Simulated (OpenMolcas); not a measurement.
# A ladder of methods for BH2S (SMILES [BH]S)

The species is BH2S (4 atoms), meant as a doublet with charge 0. SMILES: `[BH]S`. The shape is that of a GFN2-xTB optimisation.

| atom | x (Å) | y (Å) | z (Å) |
| --- | --- | --- | --- |
| B | 0.3860 | -0.3480 | 0.7801 |
| S | -0.0384 | 1.1098 | -0.0310 |
| H | 0.2474 | -1.4486 | 0.4427 |
| H | -0.5949 | 0.6868 | -1.1918 |

Quantity: the vertical energy of the quartet above the doublet, in eV. The values are calculated.

| level | kind | program | value (eV) | less FCI/STO-3G |
| --- | --- | --- | --- | --- |
| ROHF/STO-3G | Hartree–Fock | OpenMolcas | 5.12 | -0.58 |
| USVWN5/STO-3G | LDA | OpenMolcas | 6.25 | +0.55 |
| UPBE/STO-3G | GGA | OpenMolcas | 6.10 | +0.40 |
| U-r2SCAN/STO-3G | meta-GGA | OpenMolcas | 5.92 | +0.22 |
| UPBE0/STO-3G | global hybrid | OpenMolcas | 5.97 | +0.27 |
| CASSCF(3,3)/STO-3G | multireference | OpenMolcas | 5.38 | -0.32 |
| ROCCSD(T)/STO-3G | coupled cluster or CI | OpenMolcas | 5.69 | -0.01 |
| FCI/STO-3G | exact in the basis | OpenMolcas | 5.70 | 0.00 |

FCI/STO-3G is exact within its basis and frozen core, so for wave-function methods in that basis the difference is their error; functionals converge differently with the basis, so for them it is only a difference. The values span 5.12 to 6.25 eV. All rows use very small basis sets, so even the best lies far from the true value.

The doublet lies well below the quartet at every level, as expected for a boron-centred radical in which a sulfur lone pair donates into the empty boron p orbital. Reaching the quartet means unpairing two electrons, probably from this B–S π system, at the cost of π bonding.

ROHF gives the smallest gap, 5.12 eV, because it omits the correlation between opposite-spin electrons, which stabilises the doublet more than the quartet. CASSCF(3,3) recovers just under half of the shortfall, so most of the remainder is correlation outside its small active space. ROCCSD(T) comes within 0.01 eV of FCI, which suggests that a single reference describes both states adequately.

The functionals all give larger gaps than FCI. The gap falls from LDA through GGA to meta-GGA, but the global hybrid breaks the sequence, lying slightly above r2SCAN. Its decrease relative to PBE is consistent with admixture of exact exchange. The vertical gap does not settle the adiabatic one, since the quartet could relax substantially, probably by stretching or twisting the B–S bond.
